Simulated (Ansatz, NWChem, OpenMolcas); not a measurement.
Strength of the Ge–H bond: GeH3 → GeH2 + H

Species: GeH3 `[GeH3]`, doublet; GeH2 `[GeH2]`, singlet; H atom, doublet. 

Shapes, held fixed at every level: PBE0-D4/def2-TZVP. Programs: Ansatz 0.2.0, NWChem 7.3.0, OpenMolcas 26.06. A level may come from different programs for different species; with the same settings they agree closely. Electronic energies: no zero-point or thermal term.

```tsv
level	kind	ΔE (kJ/mol)
HF/STO-3G	Hartree–Fock	+398.3
HF/3-21G	Hartree–Fock	+236.7
HF/def2-SVP	Hartree–Fock	+244.2
B3LYP/6-31G* (Cartesian functions)	global hybrid	+256.2
B2PLYP/STO-3G	double hybrid	+436.0
PBE0/def2-SVP	global hybrid	+271.9
```

PBE0/def2-SVP gives ΔE = +271.9 kJ/mol; the levels span +236.7 to +436.0. A fragment pairs its electrons up again, so this isn't a typical strength of such a bond. The median of the levels is +264.1. No measured value is set beside it here. Open shells run unrestricted unless RO is named. Relativity is left out for Ge unless named. Correlated rows may include outer-core shells of Ge, which these sets cover unevenly. Rows in sets without polarisation functions are far from converged.

Removing a hydrogen atom from GeH3 is clearly endothermic at every level, but the basis set matters more than the treatment of correlation. The two minimal-basis values, +398.3 and +436.0 kJ/mol, stand far above all the others. STO-3G gives hydrogen a single function contracted to suit a bonded atom, so the free atom comes out too high in energy. The same rigidity probably also penalises GeH2, whose lone pair needs freedom to reshape.

That lone pair is the chemical core of the reaction: the unpaired electron of GeH3 and the one left by the broken bond pair in an orbital rich in Ge 4s character, which repays part of the cost of cleavage. The number of electron pairs is therefore conserved, which suggests why Hartree–Fock, at +244.2 kJ/mol, falls only moderately below PBE0 in the same def2-SVP basis, whereas it usually underbinds severely when a pair is lost. Without triplet GeH2, the energy gained by this pairing can't be separated from the intrinsic strength of the bond.
